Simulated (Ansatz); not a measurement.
# PH2 (SMILES [PH2]): methods side by side

PH2: 3 atoms, total charge 0, spin state doublet. SMILES: `[PH2]`. The shape is that of a GFN2-xTB optimisation.

```xyz
3

P     0.5145   -0.3028    0.2527
H     0.1115    1.0274    0.1724
H    -0.6260   -0.7246   -0.4251
```

Quantity: the electronic atomisation energy, in eV. The values are calculated. Electronic energies at fixed atoms, without zero-point motion or spin-orbit coupling.

| level | kind | program | value (eV) | less FCI/6-31G* |
| --- | --- | --- | --- | --- |
| UHF/6-31G* (spherical functions) | Hartree–Fock | Ansatz | 4.42 | -1.03 |
| U-revPBE/6-31G* (spherical functions) | GGA | Ansatz | 6.38 | +0.93 |
| UPBE0/6-31G* (spherical functions) | global hybrid | Ansatz | 6.43 | +0.98 |
| UCAM-B3LYP/6-31G* (spherical functions) | range-separated hybrid | Ansatz | 6.65 | +1.20 |
| RPA@PBE/6-31G* (spherical functions) | RPA | Ansatz | 5.71 | +0.26 |
| UMP2/6-31G* (spherical functions) | perturbation theory | Ansatz | 5.20 | -0.25 |
| UBCCD(T)/6-31G* (spherical functions) | coupled cluster or CI | Ansatz | 5.44 | -0.01 |
| UCCSD(T)/6-31G* (spherical functions) | coupled cluster or CI | Ansatz | 5.44 | -0.01 |
| FCI/3-21G | exact in the basis | Ansatz | 4.73 | -0.72 |
| FCI/6-31G* (spherical functions) | exact in the basis | Ansatz | 5.45 | 0.00 |

FCI/6-31G* (spherical functions) is exact within its basis and frozen core, so for wave-function methods in that basis the difference is their error; functionals converge differently with the basis, so for them it is only a difference. The values span 4.42 to 6.65 eV. High-level rows in very small sets aren't better than simpler rows in larger ones.

Electron correlation supplies a substantial part of the binding in PH2. Hartree–Fock falls 1.03 eV short of FCI in the same basis because atomisation breaks two P–H bonding pairs, leaving hydrogen atoms with no correlation energy and a phosphorus atom whose three 3p electrons have parallel spins and are already kept apart by exchange. The molecule therefore loses more than the atoms when correlation is neglected. MP2 recovers most of the deficit, and both coupled-cluster variants come within 0.01 eV of FCI, as expected for a radical dominated by one configuration, with mainly dynamic correlation.

The one-particle basis matters almost as much: FCI rises from 4.73 to 5.45 eV between the two sets, probably in large part because d functions on phosphorus polarise the bonding density and help to correlate the pairs. Even the larger value lies well below the established atomisation energy of PH2, as a small basis describes the correlation of the newly formed pairs poorly. The higher density-functional values are thus no evidence of real overbinding.
